## What it costs antimony to pack more densely

At room temperature the thermal energy scale kT is roughly 25 meV. Rearranging the atoms of a solid element can cost several times as much per atom, and 100 meV per atom is about 10 kJ/mol. The table compares structures of antimony on this scale. Can the energies marked with a question mark be forecast from the other rows?

Structures of antimony (Sb) with cell and atoms relaxed; "found from" names the starting structure, and energies are relative to the lowest structure in the set. Computed with Ansatz 0.2.0, plane-wave PAW and the PBEsol functional, scalar-relativistic, without spin polarisation; cutoff 420 eV, Gaussian smearing 0.1 eV.

| found from | space group number | atoms in cell | volume per atom (Å³) | over lowest (meV/atom) |
| --- | --- | --- | --- | --- |
| database cell | 221 | 1 | 28.70 | 0.0 |
| P type | 64 | 4 | 29.73 | 27.0 |
| Sn type | 141 | 2 | 28.16 | ? |
| Sn type | 191 | 1 | 27.81 | 95.0 |
| changed type | 229 | 1 | 25.92 | 150.0 |
| Ti type | 191 | 3 | 26.21 | 172.0 |
| Si type | 194 | 4 | 36.87 | 184.0 |
| database cell | 194 | 2 | 26.15 | ? |
| La type | 194 | 4 | 26.17 | ? |
| In type | 139 | 1 | 26.44 | ? |
| database cell | 140 | 4 | 32.44 | 239.0 |
| W type | 223 | 8 | 26.59 | 311.0 |
| Si type | 227 | 2 | 40.59 | 367.0 |
| C type | 194 | 4 | 33.23 | 375.0 |

The column "over lowest" is the energy above simple cubic (space group 221), the lowest structure in this set. That zero is not antimony's true ground state. The real crystal is a rhombohedral distortion of simple cubic, with three short and three long bonds, which a cubic cell of one atom can't form. A lower ground state would raise each entry by the same amount and leave the differences between rows unchanged. The runs also leave out spin-orbit coupling and use PAW datasets made for another functional, PBE, so small differences are less certain than large ones.

### Why six neighbours suit antimony

An antimony atom has five valence electrons. Two sit in a low-lying s level, and three half-fill the p shell. The three p orbitals stand at right angles, and each points at two opposite neighbours. Simple cubic places six neighbours exactly there, so theory expects a half-filled p shell to bind well in it.

More than six near neighbours can't all lie along these three axes, and in dense structures most of them usually sit further away. Symmetry and volume fix the bond lengths in the cubic rows: 3.06 Å for the six neighbours of simple cubic and 3.23 Å for the eight nearest ones of body-centred cubic (229). The denser crystal thus has the longer bonds. Its p orbitals overlap less well with each near neighbour. There are more of these neighbours, but for a half-filled p shell they aren't expected to make up for the weaker bonds.

Four tetrahedral bonds bring a different problem. In the diamond structure (Si type, 227) four bonds take up four of an atom's electrons, and the fifth has to enter an antibonding state. The bonds are short, at 2.98 Å, yet the structure lies 367 meV per atom up. The other Si type (194) fits this account badly: it is normally the hexagonal form of diamond, with the same four bonds, but lies 183 meV per atom lower. It may have relaxed away from four equal bonds, which the table can't settle because it gives no bond lengths. These electronic arguments are standard chemistry; the table supplies only volumes and energies.

### A simple estimate

For structures denser than simple cubic, let the cost grow in proportion to the volume lost, which serves as a rough measure of how far the packing has moved from six neighbours. The line starts at zero for simple cubic, and its slope was fitted to the four known denser rows. It comes out at 83 ± 22 meV per atom for each Å³ lost. More open structures are left out because they are expected to lose neighbours instead of gaining them.

Take the hexagonal close-packed cell (194, two atoms), which was not part of the fit. It has lost 28.70 − 26.15 = 2.55 Å³ per atom, so its cost should be 82.7 × 2.55 ≈ 211 meV per atom. When each fitted row is predicted from the other three, the typical error is 115 meV per atom, more than half of this estimate.

Two rows show why the error is so large. Body-centred cubic is denser than the W type (223), yet lies 161 meV per atom below it. Volume can't tell apart two dense structures whose neighbours are arranged differently. On the four fitted rows, a single average cost of 182 meV per atom does as well as the line.

The forecasts, in meV per atom, are:

- **Sn type (141):** 45, within 0 to 100. The range is narrower because this structure has about six neighbours, four near and two slightly further away.
- **Hexagonal close-packed (194, two atoms):** 211 ± 115.
- **La type (194):** 209 ± 115, and within 30 of the previous row, because only the stacking of the layers differs.
- **In type (139):** 187 ± 115, with no claim about its order against the close-packed row.

The known energies rise down the table, so a row's position already hints at its energy. The line was chosen with this order in view, and agreement is therefore no blind test.

### The computed values

The withheld rows as computed:

| found from | space group number | atoms in cell | volume per atom (Å³) | over lowest (meV/atom) |
| --- | --- | --- | --- | --- |
| Sn type | 141 | 2 | 28.16 | 70.0 |
| database cell | 194 | 2 | 26.15 | 198.0 |
| La type | 194 | 4 | 26.17 | 209.0 |
| In type | 139 | 1 | 26.44 | 226.0 |

All four values fall within their ranges. The two close-packed structures differ by 11 meV per atom, so stacking matters little here. The near-perfect hit for the La type is an accident, given the error bar. The order of the table alone would have placed the Sn type between 27 and 95, and the other three between 184 and 239.

The Sn type came out at 70, which is 25 above the forecast. It keeps about six neighbours but not the right angles between them, a likely reason for the extra cost that volume doesn't register. It is also the row where the line helps most, since the flat average would have missed it by 182 − 70 = 112 meV per atom.

The In type shows the limit again. It is less dense than body-centred cubic but lies 76 meV per atom higher, and the line put it 39 too low. Volume thus separates structures close to simple cubic from densely packed ones, but it doesn't rank the dense ones among themselves. The output below gives the fit and each miss.

The analysis program printed:

```
fit of E on 4 rows (dense): coefficient of dV 82.72 +/- 22; rms 81.6, worst W type -136, leave-one-out rms 115
  rows outside the fit (model, value, miss): database cell 0, 0, 0; P type -85.21, 27, -112; Sn type 44.67, 70, -25.3; Si type -675.9, 184, -860; database cell 210.9, 198, 12.9; La type 209.3, 209, 0.291; In type 187, 226, -39; database cell -309.4, 239, -548; Si type -983.6, 367, -1351; C type -374.7, 375, -750
Flat mean of the known denser rows (meV/atom): 182
Rms miss of the flat mean on the known denser rows (meV/atom): 79.58
Leave-one-out rms of the flat mean (meV/atom): 106.1
Volume line less computed, simple hexagonal 191 (meV/atom): -21.38
Volume line less computed, bcc 229 (meV/atom): 79.97
Volume line less computed, omega 191 (meV/atom): 33.98
Volume line less computed, A15 223 (meV/atom): -136.5
Bond length in diamond 227, four neighbours (angstrom): 2.976
Bond length in simple cubic 221, six neighbours (angstrom): 3.062
Bond length in bcc 229, eight nearest neighbours (angstrom): 3.229
A15 less bcc (meV/atom): 161
Si type 227 less Si type 194 (meV/atom): 183
La type 194 less hcp 194 (meV/atom): 11
In type 139 less bcc 229 (meV/atom): 76
Mean absolute miss of the volume line on the withheld rows (meV/atom): 19.4
Mean absolute miss of the flat mean on the withheld rows (meV/atom): 49.75
```
